# Fully relativistic Kleinman–Bylander projectors: scalar part and L·S part

## Conventions and premises

Hartree atomic units are used ($\hbar=m_e=1$, $c=1/\alpha$), and numbers are quoted in eV, bohr and Å. A partial wave is $r^{-1}u(r)$ times an angular function, so radial products are $\langle f|g\rangle=\int_0^\infty f g\,dr$ with real $f,g$. Spin is $\mathbf S=\boldsymbol\sigma/2$, and the $Y_{lm}$ carry the Condon–Shortley phase. The labels $+$ and $-$ mean $j=l+\tfrac12$ and $j=l-\tfrac12$. The radial kinetic operator is $T_l=-\tfrac12\,d^2/dr^2+l(l+1)/2r^2$.

**P1.** The all-electron atom is spherical, not spin-polarised, and solved with the radial Dirac equation. It gives valence levels $\varepsilon_{lj}$ and large components $G_{lj}(r)$.

**P2.** Outside a core radius $r_c$ the potential and the valence energy are small against $c^2$. There $G_{lj}$ obeys the non-relativistic radial equation up to terms of relative order $\alpha^2$, with no factor of the nuclear charge (Kleinman 1980).

**P3.** For each $(l,j)$ a nodeless, normalised $\phi_{lj}$ equals $G_{lj}$ beyond $r_c$ and has the same norm inside. Inverting the non-relativistic equation defines $V_{lj}$ through $(T_l+V_{lj})\phi_{lj}=\varepsilon_{lj}\phi_{lj}$. All relativistic effects of the core region are now stored in the $j$ dependence of $V_{lj}$.

**P4.** One local potential $V_{\rm loc}(r)$, independent of $l$, $j$ and spin, is chosen so that $\delta V_{lj}=V_{lj}-V_{\rm loc}$ vanishes for $r>r_c$. Unscreening subtracts the same Hartree and exchange-correlation potential from $V_{lj}$ and from $V_{\rm loc}$, so $\delta V_{lj}$ is unaffected by it.

## Step 1: projectors on j

The pseudo-wavefunctions are two-component spinors. Coupling $l$ and $s=\tfrac12$ gives the spin-angle functions, with $m\equiv m_j$ and the spin-up component on top:

$$\Phi_{l+m}=\frac{1}{\sqrt{2l+1}}\begin{pmatrix}\sqrt{l+m+\frac12}\;Y_{l,m-1/2}\\ \sqrt{l-m+\frac12}\;Y_{l,m+1/2}\end{pmatrix},\qquad \Phi_{l-m}=\frac{1}{\sqrt{2l+1}}\begin{pmatrix}-\sqrt{l-m+\frac12}\;Y_{l,m-1/2}\\ \sqrt{l+m+\frac12}\;Y_{l,m+1/2}\end{pmatrix}.$$

Define $P_{lj}=\sum_m|\Phi_{ljm}\rangle\langle\Phi_{ljm}|$ and $P_l=P_{l+}+P_{l-}$, the projector on all $2(2l+1)$ states of the shell. From $\mathbf J^2=\mathbf L^2+\mathbf S^2+2\mathbf L\cdot\mathbf S$,

$$\mathbf L\cdot\mathbf S=\tfrac12\left[j(j+1)-l(l+1)-\tfrac34\right]=\begin{cases}l/2 & j=l+\frac12\\ -(l+1)/2 & j=l-\frac12.\end{cases}$$

The spectral form is therefore $\mathbf L\cdot\mathbf S\,P_l=\frac l2P_{l+}-\frac{l+1}{2}P_{l-}$. Together with $P_l=P_{l+}+P_{l-}$ these are two linear equations for two projectors. Adding $\frac{l+1}{2}P_l$ to the first removes $P_{l-}$, and subtracting it from $\frac l2P_l$ removes $P_{l+}$:

$$P_{l+}=\frac{l+1+2\,\mathbf L\cdot\mathbf S}{2l+1}P_l,\qquad P_{l-}=\frac{l-2\,\mathbf L\cdot\mathbf S}{2l+1}P_l.\tag{1}$$

For $l=0$ only $j=\tfrac12$ exists, $\mathbf L\cdot\mathbf S=0$ and $P_{0-}=0$.

## Step 2: the separable form in each (l, j) channel

P3 and P4 define the semilocal operator $V_{\rm SL}=\sum_{lj}\delta V_{lj}(r)P_{lj}$, local in $r$ and nonlocal in angle and spin. Its plane-wave matrix needs a radial integral for every pair of wave vectors. We replace it by an operator that factorises.

**Symmetry.** The replacement must be Hermitian and commute with $\mathbf J$ and with parity. An operator that commutes with $\mathbf J$ is diagonal in $j$ and $m$ and independent of $m$ (Schur's lemma). A given $j$ arises from $l=j\pm\frac12$, which have opposite parity, so the operator is also diagonal in $l$. Hence

$$V_{\rm NL}=\sum_{lj}K_{lj}\,P_{lj},$$

with radial kernels $K_{lj}(r,r')$, which time-reversal symmetry makes real and symmetric.

**Rank one and exactness on the reference.** Require $K_{lj}=D|b\rangle\langle b|$ and $K_{lj}\phi_{lj}=\delta V_{lj}\phi_{lj}\equiv\beta_{lj}$. The second condition reads $D\langle b|\phi\rangle\,b=\beta$, so $b$ is proportional to $\beta$ and may be set equal to it, with the constant absorbed in $D$. Then $D\langle\beta|\phi\rangle=1$. The kernel is unique:

$$K_{lj}=E_{lj}|\beta_{lj}\rangle\langle\beta_{lj}|,\qquad E_{lj}=\frac{1}{\langle\phi_{lj}|\delta V_{lj}|\phi_{lj}\rangle},$$

$$V_{\rm NL}=\sum_{l,j,m}|\beta_{lj}\Phi_{ljm}\rangle\,E_{lj}\,\langle\beta_{lj}\Phi_{ljm}|.\tag{2}$$

This is the construction of Kleinman and Bylander (1982) carried out for each $j$. Here $E_{lj}$ is an inverse energy. With the normalised projector $\chi=\beta/\sqrt{\langle\beta|\beta\rangle}$ the kernel is $E^{\rm KB}|\chi\rangle\langle\chi|$, where $E^{\rm KB}=E\langle\beta|\beta\rangle$ is an energy of the same sign as $E$.

Three properties follow, with $H_{lj}=T_l+V_{\rm loc}+K_{lj}$ and channel labels dropped.

(a) $H\phi=(T_l+V_{\rm loc}+\delta V)\phi=\varepsilon\phi$. Both spin-orbit partners, and so their splitting, are reproduced exactly.

(b) For $\psi=a\phi+\eta$, $\langle\psi|K-\delta V|\psi\rangle=\langle\eta|K-\delta V|\eta\rangle$, because $(K-\delta V)\phi=0$ and the operator is symmetric. The departure from the semilocal energy is of second order in $\eta$.

(c) Let $u$ be the regular solution at energy $\epsilon$ and $\dot u=\partial u/\partial\epsilon$, so that $(H-\epsilon)u=0$ and $(H-\epsilon)\dot u=u$. Multiply the second equation by $u$, the first by $\dot u$, subtract and integrate to $R\ge r_c$. The local terms cancel, and the $K$ terms cancel because $K$ is symmetric and confined to $r<r_c$. What remains is $-\frac12(u\dot u'-\dot uu')_R=\int_0^Ru^2dr$, that is

$$\frac{\partial}{\partial\epsilon}\frac{u'}{u}\Big|_R=-\frac{2}{u(R)^2}\int_0^Ru^2dr .$$

At the reference energy $u=\phi$, so by P3 the logarithmic derivative and its first energy derivative equal those of the semilocal potential.

## Step 3: the decomposition

Insert (1) into $K_{l+}P_{l+}+K_{l-}P_{l-}$. Radial kernels commute with $\mathbf L\cdot\mathbf S$, so the terms can be collected:

$$V_{\rm NL}=\sum_l\left[K_l^{\rm SR}+K_l^{\rm SO}\,\mathbf L\cdot\mathbf S\right]P_l,\tag{3}$$

$$K_l^{\rm SR}=\frac{(l+1)E_+|\beta_+\rangle\langle\beta_+|+l\,E_-|\beta_-\rangle\langle\beta_-|}{2l+1},\qquad K_l^{\rm SO}=\frac{2\left[E_+|\beta_+\rangle\langle\beta_+|-E_-|\beta_-\rangle\langle\beta_-|\right]}{2l+1},\tag{4}$$

where the $\mathbf L\cdot\mathbf S$ term runs over $l\ge1$. No approximation has entered between (2) and (3). Putting the two eigenvalues of $\mathbf L\cdot\mathbf S$ into (3) gives back $K_+=K^{\rm SR}+\frac l2K^{\rm SO}$ and $K_-=K^{\rm SR}-\frac{l+1}{2}K^{\rm SO}$. The split is unique, since $P_l$ and $\mathbf L\cdot\mathbf S\,P_l$ are linearly independent for $l\ge1$. The trace of $\mathbf L\cdot\mathbf S$ over the shell is $(2l+2)\frac l2-2l\,\frac{l+1}2=0$, so $K^{\rm SR}$ is the degeneracy-weighted average over the shell. For a d shell $K^{\rm SR}=\frac35K_{5/2}+\frac25K_{3/2}$ and $K^{\rm SO}=\frac25(K_{5/2}-K_{3/2})$.

With $\delta V_\pm(r)\,\delta(r-r')$ in place of $K_\pm$ the same algebra gives the semilocal pair $\delta V^{\rm SR}=[(l+1)\delta V_++l\,\delta V_-]/(2l+1)$ and $V^{\rm SO}=2(V_+-V_-)/(2l+1)$. These are the averaged and spin-orbit parts used by Bachelet and Schlüter (1982), and they have the same form in molecular effective core potentials.

**Plane waves.** For $\mathbf q=\mathbf k+\mathbf G$, cell volume $\Omega$ and an atom at $\boldsymbol\tau$, the expansion of a plane wave in spherical waves gives $\langle\mathbf q|r^{-1}\beta Y_{lm}\rangle=4\pi\Omega^{-1/2}(-i)^le^{-i\mathbf q\cdot\boldsymbol\tau}\tilde\beta(q)Y_{lm}(\hat{\mathbf q})$ with $\tilde\beta(q)=\int r\beta\,j_l(qr)\,dr$. The addition theorem gives the kernel of $P_l$ as $\frac{2l+1}{4\pi}\mathcal P_l(\cos\gamma)$, with $\mathcal P_l$ the Legendre polynomial and $\cos\gamma=\hat{\mathbf q}\cdot\hat{\mathbf q}'$. Acting on it with $\mathbf L=-i\,\mathbf q\times\nabla_{\mathbf q}$ gives $-i\frac{2l+1}{4\pi}\mathcal P_l'(\cos\gamma)\,\hat{\mathbf q}\times\hat{\mathbf q}'$. With $\tilde K_\pm=E_\pm\tilde\beta_\pm(q)\tilde\beta_\pm(q')$,

$$\langle\mathbf q\sigma|V_{\rm NL}|\mathbf q'\sigma'\rangle=\frac{4\pi}{\Omega}e^{-i(\mathbf q-\mathbf q')\cdot\boldsymbol\tau}\sum_l\Big\{\big[(l+1)\tilde K_++l\tilde K_-\big]\mathcal P_l\,\delta_{\sigma\sigma'}-2i\big[\tilde K_+-\tilde K_-\big]\mathcal P_l'\;\mathbf S_{\sigma\sigma'}\cdot(\hat{\mathbf q}\times\hat{\mathbf q}')\Big\}.$$

## Step 4: radial rank

Both kernels in (4) have the form $A|\chi_+\rangle\langle\chi_+|+B|\chi_-\rangle\langle\chi_-|$. Let $s=\langle\chi_+|\chi_-\rangle$, $t=\sqrt{1-s^2}$ and $\chi_-=s\chi_++te$, with $e$ normalised and orthogonal to $\chi_+$. In the basis $(\chi_+,e)$ the kernel is

$$\begin{pmatrix}A+Bs^2&Bst\\Bst&Bt^2\end{pmatrix},\qquad\lambda^2-(A+B)\lambda+AB\,t^2=0.\tag5$$

The determinant $ABt^2$ vanishes only if $\beta_+\propto\beta_-$ or a coefficient is zero, as for $l=0$. Otherwise each kernel has radial rank two. If $E_+$ and $E_-$ share a sign, then $AB>0$ for $K^{\rm SR}$, whose two eigenvalues share that sign, while $AB<0$ for $K^{\rm SO}$, which has one positive and one negative eigenvalue.

The size of the second eigenvalue differs sharply between the two. Let $\varsigma$ be the common sign, $b_\pm=|E_\pm|^{1/2}\beta_\pm$, $\bar b=[(l+1)b_++l\,b_-]/(2l+1)$ and $\Delta=b_+-b_-$. Then $b_+=\bar b+\frac{l}{2l+1}\Delta$ and $b_-=\bar b-\frac{l+1}{2l+1}\Delta$. In $K^{\rm SR}$ the cross terms carry $(l+1)l-l(l+1)=0$ and the $\Delta\Delta$ term carries $[(l+1)l^2+l(l+1)^2]/(2l+1)^3$. In $K_+-K_-$ the cross terms carry $1$ and the $\Delta\Delta$ term carries $[l^2-(l+1)^2]/(2l+1)^2$. Exactly,

$$K^{\rm SR}=\varsigma\Big[|\bar b\rangle\langle\bar b|+\frac{l(l+1)}{(2l+1)^2}|\Delta\rangle\langle\Delta|\Big],\qquad K^{\rm SO}=\frac{2\varsigma}{2l+1}\Big[|\bar b\rangle\langle\Delta|+|\Delta\rangle\langle\bar b|-\frac{|\Delta\rangle\langle\Delta|}{2l+1}\Big].\tag6$$

$\Delta$ is of first order in the spin-orbit strength. So $K^{\rm SR}$ is of rank one up to second order. In $K^{\rm SO}$ both eigenvalues are of first order, and their ratio stays finite however weak the coupling is. It is fixed by the angle between $\Delta$ and $\bar b$.

Two consequences matter in practice. First, $K^{\rm SR}$ is not the Kleinman–Bylander kernel of $\delta V^{\rm SR}$, which has rank one. The two agree through first order, because $V_\pm$ depart from the average by $\frac l2V^{\rm SO}$ and $-\frac{l+1}2V^{\rm SO}$, and first-order changes in these proportions cancel in the weighted mean. Second, the sum (3) has rank $2(2l+1)$, as (2) shows, although each part acts on $2\times2(2l+1)$ functions $\beta_\pm Y_{lm}|\sigma\rangle$. For d states the coefficient matrix in that basis is $20\times20$ with rank 10.

## Step 5: what the split says about magnetic anisotropy

Take a collinear magnet with magnetisation along $\hat{\mathbf n}$ and $H_0=T+V_{\rm loc}+\sum K^{\rm SR}P_l+V_{\rm Hxc}+B_{\rm xc}\,\boldsymbol\sigma\cdot\hat{\mathbf n}$. A rotation of spin space alone maps $H_0(\hat{\mathbf n})$ on $H_0(\hat{\mathbf n}')$, so its spectrum does not depend on $\hat{\mathbf n}$. The whole magnetocrystalline anisotropy of this Hamiltonian comes from $W=\sum K^{\rm SO}\mathbf L\cdot\mathbf S\,P_l$.

In first order a state $\psi|\pm\hat{\mathbf n}\rangle$ shifts by $\pm\frac12\hat{\mathbf n}\cdot\langle\psi|K^{\rm SO}\mathbf L|\psi\rangle$. For each spin $H_0$ is real, so $\psi^*$ is a degenerate state with the same occupation. $K^{\rm SO}$ is real and $\mathbf L$ is imaginary, so the two shifts cancel. At fixed $V_{\rm Hxc}$ and $B_{\rm xc}$ the leading term is

$$E^{(2)}(\hat{\mathbf n})=-\sum_{o,u}\frac{|\langle o|W|u\rangle|^2}{\epsilon_u-\epsilon_o},$$

over occupied and unoccupied states. Inside a spherical region the d part of a state is an amplitude times $u_\epsilon(r)$, so every matrix element contains the radial factor $\zeta(\epsilon,\epsilon')=\langle u_\epsilon|K^{\rm SO}|u_{\epsilon'}\rangle$. A uniform relative change $x$ of $\zeta$ changes the anisotropy by $2x$ when one species supplies the coupling. For Pt the coupling is not small against all level spacings near the Fermi level. The formula is then a guide to scaling, and production work diagonalises (2) in full.

## Range of validity

- Equations (1), (3), (4), (5) and (6) are identities. All approximations lie in P1–P4 and in the rank-one choice.
- P2 drops the small component outside the core, of norm about $\alpha^2T/2=5.3\times10^{-5}$ for a kinetic energy $T=2$ Ha. P4 drops the spin-orbit tail beyond $r_c$, which for a bare ionic potential $-Z_v/r$ is $\alpha^2Z_v/2r^3$. For $Z_v=10$ and $r=2.4$ bohr this is 0.52 meV, a part in a thousand of the Pt 5d coupling used below.
- $V_{\rm loc}$ must be spin-independent. If it is taken from a channel with $l\ge1$, at least one $j$ partner still needs a projector, or that shell loses its spin-orbit coupling.
- $\langle\phi|\delta V|\phi\rangle$ must stay away from zero, which can fail when $\delta V$ changes sign.
- Ghost states must be excluded for each $j$. With $|n\rangle,\epsilon_n$ the states of $T_l+V_{\rm loc}$, the levels of $H_{lj}$ solve $1/E+\sum_n\langle\beta|n\rangle^2/(\epsilon_n-\epsilon)=0$. The left side rises monotonically between poles, which gives one root per interval when no overlap vanishes, and it tends to $1/E$ at $-\infty$, which gives a root below $\epsilon_0$ only if $E<0$. The reference is thus the lowest level if $\varepsilon_{lj}<\epsilon_0$ for $E<0$, or $\varepsilon_{lj}<\epsilon_1$ for $E>0$.
- Property (b) protects each $K_{lj}$ to second order about its own reference. $K^{\rm SO}$ is a difference of two kernels with different references, so its relative departure from the semilocal value is of first order in the energy offset.
- With several projectors per channel $E_{lj}$ becomes a matrix. Step 3 holds unchanged, since it uses only linearity, and $n$ projectors per $j$ give rank up to $2n$.
- The core is frozen, and the Breit and magnetic dipole interactions are absent unless added separately.

## Numerical illustration: a model for the Pt 5d channels

**Model.** Set the screened $V_{\rm loc}=0$ and $\delta V_\pm=-V_\pm$ for $r<R$, zero outside. The inputs are $R=2.4$ bohr and approximate levels $\varepsilon_{5/2}=-5.9$ eV and $\varepsilon_{3/2}=-7.2$ eV, chosen so that $\frac25(\varepsilon_+-\varepsilon_-)=0.520$ eV lies at the typical Pt 5d coupling of about 0.5 eV. The radius suits L1$_0$ FePt. The compiled measured lattice constants of the two-atom cell are $a=2.7268$ Å and $c=3.7261$ Å (room temperature, Sawada 2023). The Fe–Pt distance is $\sqrt{a^2/2+c^2/4}=2.681$ Å and the Pt–Pt distance is $a$, both above $2R=2.540$ Å. Projectors belong to the atom, so the same kernels would serve Pt in a PtSi contact. The extra digits below are needed because large terms cancel, and unrounded values are carried throughout.

**Reference states.** With $E_0=1/2R^2=2.362$ eV, $y^2=|\varepsilon|/E_0$ and $x^2=(V-|\varepsilon|)/E_0$, the function $\phi$ is $rj_2(xr/R)$ inside and $rk_2(yr/R)$ outside, with $k_l$ the decaying modified spherical Bessel function. The recurrences $(z^3j_2)'=z^3j_1$ and $(z^3k_2)'=-z^3k_1$ turn the matching condition into

$$x\frac{j_1(x)}{j_2(x)}=-g,\qquad g=y\frac{k_1(y)}{k_2(y)}=\frac{y^2(y+1)}{y^2+3y+3},$$

whose lowest root is the nodeless state. The norm inside is $w=(1+G/x^2)/(G/x^2+G/y^2)$ with $G=g(5+g)$. Since $\delta V$ is constant, $\chi$ is the normalised interior part of $\phi$ up to sign, $\langle\phi|\delta V|\phi\rangle=-Vw$ and $E^{\rm KB}=-V$.

| | $y$ | $x$ | $V$ (eV) | $w$ | $\langle\delta V\rangle$ (eV) | $E$ (1/eV) |
|---|---|---|---|---|---|---|
| $j=5/2$ | 1.5804 | 4.6214 | 56.35 | 0.7358 | −41.46 | −0.02412 |
| $j=3/2$ | 1.7459 | 4.6419 | 58.10 | 0.7511 | −43.63 | −0.02292 |

$T_l$ alone has no bound state and $E<0$, so there is no ghost.

**Rank.** The projector overlap gives $t^2=3.24\times10^{-5}$. In (5), $A=-\frac35V_+$ and $B=-\frac25V_-$ give the eigenvalues $-57.05$ eV and $-4.5\times10^{-4}$ eV for $K^{\rm SR}$, a ratio of $7.8\times10^{-6}$. With $A=-\frac25V_+$ and $B=+\frac25V_-$, $K^{\rm SO}$ has $+0.723$ eV and $-0.0235$ eV, a ratio of 3.2 % in magnitude, and the off-diagonal element $Bst$ is 0.132 eV. The contrast is the one that (6) predicts.

**Frozen radial function.** Each $\phi_\pm$ is the ground state of its $H_\pm$, and $H_+-H_-=\frac52K^{\rm SO}$. Using each as trial function for the other gives $\zeta_+\le\frac25(\varepsilon_+-\varepsilon_-)\le\zeta_-$ with $\zeta_\pm=\langle\phi_\pm|K^{\rm SO}|\phi_\pm\rangle$. Here $\zeta_+=\frac25w_+(V_-s^2-V_+)=0.514$ eV and $\zeta_-=\frac25w_-(V_--V_+s^2)=0.526$ eV. The middle value is an input. The spread about it, $-1.2$ % to $+1.1$ %, is the radial relaxation that a first-order treatment of $W$ omits.

**Energy dependence.** The semilocal coupling per unit interior norm is $\frac25(V_--V_+)=0.6993$ eV at every energy. For the separable form take the $j=5/2$ interior solution at $\epsilon=\varepsilon_++\delta<0$ as $u=\chi_++Ch$, where $h=r\,i_2(Yr/R)$ is the regular solution of $(T_l-\epsilon)h=0$, with $Y^2=|\epsilon|/E_0$. Since $T_l\chi_+=(V_++\varepsilon_+)\chi_+$, the equation $(T_l-\epsilon)u=V_+\chi_+\langle\chi_+|u\rangle$ gives $C=-\delta/(V_+\langle\chi_+|h\rangle)$. Then

$$\zeta_{\rm in}(\delta)=\frac25\,\frac{V_-\langle\chi_-|u\rangle^2-V_+\langle\chi_+|u\rangle^2}{\langle u|u\rangle},$$

with all integrals over $r<R$. An offset of $\pm3$ eV stands for the approximate half-width of the Pt d band.

| $\delta$ (eV) | $\langle\chi_+\vert u\rangle$ | $\langle\chi_-\vert u\rangle$ | $\langle u\vert u\rangle$ | $\zeta_{\rm in}$ (eV) | change of $\zeta$ | change of $\zeta^2$ |
|---|---|---|---|---|---|---|
| −3 | 1.05324 | 1.05307 | 1.11002 | 0.6915 | −1.1 % | −2.2 % |
| 0 | 1 | 0.99998 | 1 | 0.6986 | −0.1 % | −0.2 % |
| +3 | 0.94676 | 0.94688 | 0.89696 | 0.7049 | +0.8 % | +1.6 % |

Changes are relative to the semilocal value and are close to linear in $\delta$. To first order in the offsets the relative change of $\zeta(\epsilon,\epsilon')$ is the mean of the two diagonal changes, so it lies within the same range.

A second effect is of the same size. At a fixed logarithmic derivative on the sphere, using $u$ as trial function for the semilocal well shows that the separable level lies higher by at least $V_+[1-\langle\chi_+|u\rangle^2/\langle u|u\rangle]$. This is 0.036 eV at $\delta=-3$ eV and 0.038 eV at $+3$ eV, the latter 1.3 % of a 3 eV denominator in $E^{(2)}$.

**Reading for FePt.** The cell volume is $a^2c=27.71$ Å$^3$, so 1 meV per formula unit is 5.78 MJ/m$^3$. In this model the single-projector form changes each term of the Pt part of $E^{(2)}$ by up to about 2 % through $\zeta^2$. The change depends on energy and takes both signs, so the rule of Step 5 for a uniform change does not apply. The anisotropy is $E^{(2)}(\hat{\mathbf n})-E^{(2)}(\hat{\mathbf n}')=\sum_{o,u}a_{ou}$ with $a_{ou}\propto\zeta^2(\epsilon_o,\epsilon_u)$, and the $a_{ou}$ have both signs and can largely cancel. The change through $\zeta^2$ is therefore bounded by about 2 % of $\sum|a_{ou}|$, not of the net sum. With $\rho=\sum|a_{ou}|/|\sum a_{ou}|\ge1$ the bound is $\rho$ times 0.02 meV, or $\rho$ times 0.13 MJ/m$^3$, for each meV of net anisotropy. The level shifts alter single terms by a comparable fraction through the denominators, and their effect on the net sum is subject to the same cancellation. The factor $\rho$ depends on the band structure and the model does not supply it, so the model sets no upper bound per meV of anisotropy. These are numbers of the square-well model, whose levels were chosen to give the typical coupling. The model yields no anisotropy energy of its own. The meV scale is used because the anisotropy of ordered FePt is typically of that order per formula unit. A real Pt potential has different projector shapes, so its $t$, its second eigenvalue and the slope of $\zeta_{\rm in}(\delta)$ have to be computed from its own $\beta_{5/2}$ and $\beta_{3/2}$ with (4) and (5).